The stiffness of a metal can first be judged by counting powers of the density of its valence electrons. Confining electrons costs kinetic energy, and the energy stored per volume in this way grows as the density to the power 5/3. The attraction between electrons and ions lowers the energy per volume by an amount that grows only as the power 4/3. A bulk modulus is itself an energy per volume, so its exponent hints at which energy is at work. From Cs to Be the electron density rises 31-fold, which, all else being equal, would mean a factor of about 300 for the first power and about 100 for the second. The calculation gives 72.

Metals of groups 1 to 3 in the omega (AlB2-type) structure, computed with Ansatz 0.2.0 using BLYP and plane-wave PAW, scalar-relativistic and without spin polarisation. The cutoff is 420 eV and the Fermi-Dirac smearing width 0.1 eV. Volume, bulk modulus and its pressure derivative come from an equation of state for each metal.

```
element   Z  valence electrons    k mesh  volume per atom, BLYP (Å³)  bulk modulus, BLYP (GPa)  bulk modulus pressure derivative, BLYP
     Be   4                  2  12×12×16                        8.11                       112                                    3.38
     Na  11                  1    7×7×10                       37.66                      6.95                                    3.88
     Mg  12                  2    8×8×11                       23.89                      28.5                                    4.55
     Rb  37                  1     6×6×9                       96.21                      2.25                                    4.11
      Y  39                  3    7×7×10                       33.29                      38.2                                    3.32
     Cs  55                  1     5×5×7                      126.10                      1.55                                    3.92
```

The obvious reading of the table is a different one: large atoms make soft metals. Among the alkali metals Na, Rb and Cs it works, since with one valence electron per atom a larger volume and a thinner electron gas are the same thing. The reading breaks down where the number of valence electrons changes. Y takes up 39 % more volume per atom than Mg and is nevertheless 34 % stiffer. Compared with Na, its volume is only 12 % smaller, but its modulus is 5.5 times as large.

Dividing the number of valence electrons by the volume removes the contradiction. The six moduli then stand in exactly the order of the electron density. Two power laws, each with two constants and each fitted to all six metals, make the comparison fair. The law in volume is typically wrong by a factor of 1.6, the law in electron density by a factor of 1.07. This suggests that size matters because it sets how thinly a given number of electrons is spread.

The next candidate is the pressure of the electron gas alone. By the Pauli principle the electrons must fill states of ever higher kinetic energy, and squeezing the metal raises all of these energies. This picture has the right ingredient, density, and needs no adjustable constant. Its modulus is, however, only 0.8 times the computed one for Cs and 3.4 times the computed one for Be. The fault lies in the exponent, as pairs of equal valence show: it is 1.24 between Na and Cs and 1.27 between Be and Mg, well below 5/3.

A gas that only pushes outwards would not form a solid at all. What holds the metal together is the attraction of the electrons to the ions, helped by exchange, which keeps electrons of like spin apart. Two effects resist contraction: the kinetic energy, and the exclusion of the valence electrons from the ion cores, which costs them part of the attraction. At the equilibrium volume the outward pressure of these two effects cancels the inward pull. The modulus measures how quickly the cancellation fails when the volume changes, and so it depends on all three parts.

To put this into a formula, let rs be the radius, in bohr, of a sphere that holds one valence electron on average, and z the number of valence electrons per atom. The energy per electron in rydberg is then

e = a/rs² − c/rs + d/rs³

The first term is the kinetic energy of a uniform gas, with a = 2.21. The second joins exchange to the electrostatic energy of an ion in a uniform sphere of electrons, which gives c = 0.92 + 1.8 z^(2/3). The third is the core repulsion, proportional to the electron density. Its strength d differs from metal to metal and is set by the condition that the pressure vanishes at the computed volume:

3d = c rs² − 2a rs

The second derivative of the energy then yields the bulk modulus B in rydberg per cubic bohr:

B = (c rs − a)/(6π rs⁵)

The leading part, c/(6π rs⁴), grows as the density to the power 4/3. The kinetic term enters with a minus sign, which looks odd at first. The reason is that the volume is taken as known: the more of the outward pressure the kinetic energy supplies, the less is left for the core repulsion, which is the steeper and therefore the stiffer of the two. This subtraction grows faster with density than the leading part and pulls the exponent below 4/3 at fixed valence, as the two pairs above require. Between the neighbours Rb and Cs the computed exponent is 1.38, but these metals lie so close in density that an error of 3 % in one modulus would shift it by about 0.1.

Sodium serves as a worked case. Its volume of 37.66 Å³ per atom holds one valence electron and corresponds to rs = 3.93, and for z = 1 the constant c is 2.72. One rydberg per cubic bohr is about 14 700 GPa, so that

B = (2.72 × 3.93 − 2.21)/(6π × 3.93⁵) × 14 700 GPa ≈ 7.05 GPa

The full calculation gives 6.95 GPa. The volume of sodium went into this estimate, but its modulus did not.

For all three alkali metals the balance comes within 4 % of the computed modulus. Such closeness should not be taken at face value, because the model leaves out electron correlation. A rough term for it would stiffen these metals by up to about 12 % of the model's value, so some of the neglected effects must offset one another. The pressure derivative of the modulus gives a second and harder test. The model puts it near 3.3 for the alkali metals, whereas the calculation gives 3.9 to 4.1. For these three metals the simple energy thus describes the stiffness at equilibrium better than the way it changes under pressure.

With two or three valence electrons the balance overshoots. It makes Be, Mg and Y stiffer than computed by 48 to 67 %, although it still improves on the electron gas alone in each case. Theory offers a reason in the assumption that the electrons stay evenly spread. Ions of higher charge draw the electrons towards them more strongly, and the energy gained by this rearrangement, known as the band-structure energy, is expected to soften simple metals of higher valence. The fact that the error appears with the higher charges fits this account, but the calculation does not separate that energy from the rest.

Yttrium raises a further question, since one of the three valence electrons of its free atom occupies the d shell. Bonding through d orbitals is more directional than in a simple metal and draws the atoms together. In the present comparison much of that effect may already be contained in the volume, which the model takes as given. Y does lie 15 % above the density law, the largest deviation of the six. A single metal with d electrons is too little to decide whether d bonding is the cause.

The transition metals that follow Y in its row show where electron counting reaches its limit. There the added electrons first fill bonding d states, and the metals shrink and stiffen; later they fill antibonding states, and the metals expand and soften again. The stiffest members therefore stand near the middle of the row, even though the total number of valence electrons keeps rising. In groups 1 to 3 that turning point is still far off, and in the table a higher electron density always goes with a higher modulus.

From one metal of this set to another, an electron density higher by 10 % goes with a modulus higher by roughly 13 %, since 1.1 to the power 1.25 is about 1.13. Squeezing one and the same metal is a different matter. Its ion cores stay the same, and near equilibrium the modulus rises with the density to a power equal to its pressure derivative, which lies between 3.32 and 4.55 here. The absolute moduli should not be compared directly with measured ones. They belong to a structure that none of these metals adopts under ordinary conditions, and the BLYP functional does not reproduce the uniform electron gas, a known weakness for metals. The PAW datasets were moreover made for another functional, PBE, and the moduli hold for a cell whose shape is kept fixed as its volume changes. The comparison of the explanations suffers less from this, because each model is fed with the volumes of the same calculation whose moduli it has to match.

Of the three explanations, size alone fails as soon as the valence changes, and the electron gas alone rises too steeply with density. The balance of attraction and repulsion roughly accounts for the slope among metals of equal valence and, in the alkali metals, for the magnitude as well. Across the whole set it still rises too steeply, 108-fold from Cs to Be instead of 72-fold, because it overshoots at higher valence. The printed analysis below lists the results of each model metal by metal.

Output of the analysis:

```
fit of lB on 6 rows: constant 8.399 +/- 0.97, coefficient of lv -1.628 +/- 0.26; rms 0.471, worst Y -0.95, leave-one-out rms 0.64
fit of lB on 6 rows: constant 6.522 +/- 0.094, coefficient of ld 1.254 +/- 0.027; rms 0.0671, worst Y -0.14, leave-one-out rms 0.0941
Density and the two power laws:
  row  electrons per Å³  rs in bohr  computed over volume law  computed over density law
   Be            0.2466       1.869                     0.761                     0.9539
   Na           0.02655       3.929                    0.5751                     0.9687
   Mg           0.08372        2.68                     1.124                      0.941
   Rb           0.01039       5.372                    0.8571                      1.017
    Y           0.09012       2.615                     2.586                       1.15
   Cs           0.00793       5.879                    0.9172                     0.9835
Models without fitted modulus:
  row  kinetic only GPa  kinetic over computed  balance GPa  balance miss in %  pressure derivative of balance
   Be             377.7                  3.373        165.6              47.86                           3.181
   Na             9.205                  1.324        7.051              1.451                           3.246
   Mg              62.4                  2.189        44.63              56.59                            3.24
   Rb             1.928                 0.8569         2.16             -3.979                           3.274
    Y             70.55                  1.847         63.7              66.75                           3.259
   Cs             1.228                 0.7924        1.529             -1.329                            3.28
Bulk modulus, Be over Cs: 72.26
Electron density, Be over Cs: 31.1
Volume, Y over Mg: 1.393
Bulk modulus, Y over Mg: 1.34
Volume, Y over Na: 0.884
Bulk modulus, Y over Na: 5.496
Typical miss of volume law, as a factor: 1.601
Typical miss of density law, as a factor: 1.069
Exponent of B in density, Na to Cs: 1.242
Exponent of B in density, Be to Mg: 1.267
Largest miss of balance among alkali metals, %: 3.979
Largest stiffening of alkali metals by rough correlation term, %: 11.68
```
